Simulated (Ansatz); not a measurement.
Rh: pressure and energy less free atoms against volume scale

Periodic Kohn-Sham DFT of a crystal at fixed atoms, scaled to volume_scale times the given cell; pressure positive in compression, energy less spherical unpolarised free atoms, largest_vzz the field gradient of largest size among the nuclei. The results are calculated, by Ansatz 0.2.0.

The cell before it is scaled or strained (space group Fm-3m, No. 225):
```
CELL_PARAMETERS angstrom
0.00000 1.90150 1.90150
1.90150 0.00000 1.90150
1.90150 1.90150 0.00000
ATOMIC_POSITIONS crystal
Rh 0.00000 0.00000 0.00000
```

Settings of every row: method all-electron LAPW; functional PBE; relativity scalar; k mesh 16x16x16; filling fermi-dirac; smearing width 0.03 eV; basis error target 0.25 meV/atom; nucleus gaussian.

Atom start moment: 0 on all atoms.

```csv
row,volume scale,V (Å³/atom),pressure (GPa),energy less free atoms (eV/atom)
1,0.9405,12.932,26.252,-7.189
2,0.98,13.476,?,?
3,1,13.752,5.757,-7.2676
4,1.02,14.026,0.355,-7.2727
5,1.06,14.578,-8.669,-7.2578
```

Question: what pressure and energy less free atoms should row 2 give?

Worked fit of pressure. Take u = (V_r/V)^(2/3) − 1 with V_r = 13.889 Å³ an atom, which is twice the finite (Eulerian) strain; such expansions in the strain, on which the Birch-Murnaghan equation of state is built, carry the rest volume and the bulk modulus. The shown rows have u = 0.04875, 0.00663, -0.00652, -0.03176. Least squares give pressure = 2.974 + 410.354 × u + 1377.37 × u² GPa; a straight line predicts inner rows, each left out in turn, worse (root mean square 1.4 against 0.004 GPa). The rows lie off it by 0.000, 0.002, -0.002, 0.000. The pressure vanishes at u = -0.0074, or V = 14.05 Å³ an atom, and there the bulk modulus at fixed shape and fractions is B = −V dP/dV = (2/3)(1 + u) dP/du = 258 GPa. The withheld row has u = 0.02033, so the fit gives 2.974 + 410.354 × (0.02033) + 1377.37 × (0.02033)² = 11.886 GPa.

The calculation gave 11.849 GPa. The fit lies 0.037 GPa (0.11 % of the column's range) above it; its largest miss of a shown row is 0.002 GPa.

Worked fit of energy less free atoms. Take u = (V_r/V)^(2/3) − 1 with V_r = 13.889 Å³ an atom, which is twice the finite (Eulerian) strain; such expansions in the strain, on which the Birch-Murnaghan equation of state is built, carry the rest volume and the bulk modulus. The shown rows have u = 0.04875, 0.00663, -0.00652, -0.03176. Least squares give energy less free atoms = −7.27132 + 0.4075 × u + 26.272 × u² eV/atom; a straight line predicts inner rows, each left out in turn, worse (root mean square 0.027 against 0.00031 eV/atom). The rows lie off it by 0.0000, -0.0001, 0.0002, 0.0000. Its lowest point lies at u = -0.0078, or V = 14.05 Å³ an atom, and the curvature there gives the bulk modulus at fixed shape and fractions, B = (4/9)(1 + u)² E″(u)/V = 262 GPa. The withheld row has u = 0.02033, so the fit gives −7.27132 + 0.4075 × (0.02033) + 26.272 × (0.02033)² = -7.2522 eV/atom.

The calculation gave -7.2526 eV/atom. The fit lies 0.0004 eV/atom (0.48 % of the column's range) above it; its largest miss of a shown row is 0.0002 eV/atom.
